The atomization energy of NF₃ is the energy of one nitrogen and three fluorine atoms, far apart, less that of the molecule, with no zero-point motion. It was computed at one fixed molecular shape and in one basis, with wave-function methods and density functionals. The measured value, 856 kJ/mol, comes from heats of formation with the vibrational and thermal parts removed. A negative entry in the table means that a level binds the molecule too weakly.

Ansatz 0.2.0, wave-function methods and density functionals in the basis cc-pVTZ: neutral singlet NF₃ at its MP2(full)/6-31G* geometry, without relativity and with the 1s cores frozen in the correlated wave functions. The measured atomization energy is 856.2 kJ/mol, with zero-point and thermal terms removed; times are from shared machines.

```
    level  computed less measured atomization energy (kJ/mol)  rough wall time (s)
      RHF                                              -712.2                    1
     RMP2                                                10.0                  n/a
     CISD                                              -412.4                  100
    RCCSD                                              -119.0                  n/a
 RCCSD(T)                                               -57.6                  n/a
  BCCD(T)                                               -55.3                    4
   RCCSDT                                               -59.3                  n/a
RCCSDT(Q)                                               -54.0                   80
    SPW92                                               454.8                  0.6
      PBE                                               177.7                    1
     BLYP                                               109.9                  0.9
   revPBE                                                90.8                  0.9
   r2SCAN                                                43.1                  n/a
   B97M-V                                                29.8                    4
     PBE0                                                19.6                  n/a
    B3LYP                                                16.2                    1
  r2SCANh                                                -7.8                    2
  r2SCAN0                                               -80.7                    3
    BHLYP                                              -165.8                    1
CAM-B3LYP                                                30.3                    2
  wB97X-V                                                39.7                    3
  wB97M-V                                                33.5                  n/a
    HSE06                                                23.3                    2
   B2PLYP                                                -7.3                    3
 PBE-QIDH                                               -52.7                    3
  RPA-PBE                                              -139.6                    2
```

The most complete wave function, CCSDT(Q), misses the measured value by −54 kJ/mol, while the much simpler MP2 (row RMP2) misses it by only +10. Judged by measurement alone, MP2 would seem the better method. A comparison within the same basis says otherwise. The four coupled-cluster levels with triple excitations agree with each other within about 5 kJ/mol, and MP2 binds 64 kJ/mol more strongly than the highest of them.

The reason shows once the error is divided between molecule and atoms. Let $s$ be the correlation energy by which a level falls short of CCSDT(Q). A shortfall in the atoms leaves them too high and strengthens the computed binding, whereas one in the molecule weakens it:

$$\text{miss} = \text{miss}_{\mathrm{CCSDT(Q)}} + s_{\text{atoms}} - s_{\text{molecule}}$$

For MP2 this gives $-54.0 + 168.4 - 104.4 = 10.0$ kJ/mol. The sum must come out, because the atomic part was itself obtained from the misses; what it teaches is where the error sits. The analysis printed after the text gives the same division for CCSD and CISD.

In the molecule MP2 and CCSD fall short by nearly the same amount, 104 and 102 kJ/mol. In the atoms they part, with 168 for MP2 against 37 for CCSD. Small energy denominators in the molecule are an unlikely reason, since the Hartree–Fock gap between the highest filled and the lowest empty orbital of NF₃ is 21 eV. The expected cause is the difference between closed and open shells. The R in the row labels describes the closed-shell molecule, whereas the free atoms carry unpaired electrons. Second-order theory tends to recover nearly as much correlation as CCSD where the shells are filled, as around fluorine in NF₃, and clearly less in atoms with partly filled p shells, where higher orders matter more. The table shows only the sum over the four atoms, so this remains an expectation.

CISD fails the other way round, with a miss of −412 kJ/mol. Its shortfall is 433 kJ/mol in the molecule but only 75 in the atoms. Two helium atoms far apart show why. Single and double excitations describe each two-electron atom fully, but exciting both pairs at once is a quadruple excitation of the whole, which CISD leaves out and CCSD includes as a product of doubles. In NF₃ the electron pairs interact, so the comparison explains the kind of error and not its size. The more pairs a molecule holds, the more such products CISD loses.

The −54 kJ/mol of CCSDT(Q) itself remains to be explained. Going from CCSD(T) to CCSDT(Q) changes the binding by less than 4 kJ/mol, the net of −1.7 from full triples and +5.3 from quadruples. Both steps are small beside 54, which speaks against higher excitations as the main cause. The molecular shape matters little too: the CCSD(T) forces pull each fluorine inward with $F = 0.40$ eV/Å, and with a rough, recalled bond stiffness $k = 28$ eV/Å² relaxation would gain

$$\frac{3F^2}{2k} = \frac{3 \times 0.40^2}{2 \times 28}\ \text{eV} \approx 0.009\ \text{eV},$$

or about 1 kJ/mol. Spin–orbit coupling in the fluorine atoms, which the calculation omits, would lower the computed binding and widen the gap slightly. The core electrons were left uncorrelated and scalar relativity was omitted; the table does not test either effect.

The likely main cause is the basis. Finite sets of orbitals describe poorly how two electrons avoid each other at short distance, and the molecule, with more electron pairs close together, suffers more than the atoms. Only the difference between the two errors enters the binding, and a small difference is enough: 54 kJ/mol is 2% of the molecule's correlation energy. With a single basis in the table, this remains an argument and not a demonstration.

Density functionals can reach a small miss through a different balance. The r2SCAN family passes from +43 through −8 to −81 kJ/mol as the share of exact exchange rises from 0 to 10 and 25%. The binding also falls from PBE to PBE0, and from BLYP through B3LYP to BHLYP, as the share of exact exchange rises. Functionals whose share grows with the distance between electrons do not fit this simple order: CAM-B3LYP binds 14 kJ/mol more strongly than B3LYP, and wB97X-V and wB97M-V bind more strongly than B97M-V, which has no exact exchange. Semilocal exchange imitates part of the correlation between electrons in a bond, and here every functional without exact exchange or RPA correlation overbinds; mixing in exact exchange removes part of that imitation. A miss near zero may therefore reflect a well-placed mixing share and not an accurate account of each part.

Averaged over the three bonds, the CCSDT(Q) miss amounts to 18 kJ/mol per bond, against a measured mean of 285.

The table leaves open how much of the 54 kJ/mol a larger basis would recover. If it recovers most of it, the binding in MP2 should grow as well, and its close agreement with measurement would be lost.

The analysis program printed:

```
RHF atomization energy, kJ/mol: 144
RHF share of the measured atomization energy, percent: 16.82
number of levels nearer to measurement than CCSDT(Q): 12
MP2 binding less CCSDT(Q) binding, kJ/mol: 64
CCSDT(Q) binding less CCSD(T) binding, kJ/mol: 3.6
CCSDT(Q) binding less CCSDT binding, kJ/mol: 5.3
correlation energy of the molecule in CCSDT(Q), kJ/mol: 2652
correlation energy of the four atoms in CCSDT(Q), kJ/mol: 1994
MP2 shortfall against CCSDT(Q) in the molecule, kJ/mol: 104.4
MP2 shortfall against CCSDT(Q) in the atoms, kJ/mol: 168.4
CCSD shortfall against CCSDT(Q) in the molecule, kJ/mol: 102
CCSD shortfall against CCSDT(Q) in the atoms, kJ/mol: 37.03
CISD shortfall against CCSDT(Q) in the molecule, kJ/mol: 432.9
CISD shortfall against CCSDT(Q) in the atoms, kJ/mol: 74.54
CCSDT(Q) miss as share of its molecular correlation energy, percent: 2.036
inward force along each N-F bond, eV/A: 0.4011
estimated energy gain from relaxing three bonds, kJ/mol: 0.8314
r2SCAN to r2SCANh, change per percent exact exchange, kJ/mol: -5.09
r2SCANh to r2SCAN0, change per percent exact exchange, kJ/mol: -4.86
PBE to PBE0, change per percent exact exchange, kJ/mol: -6.324
BLYP to BHLYP, change per percent exact exchange, kJ/mol: -5.514
measured atomization energy per N-F bond, kJ/mol: 285.4
CCSDT(Q) miss per N-F bond, kJ/mol: -18
CISD miss per N-F bond, kJ/mol: -137.5
```
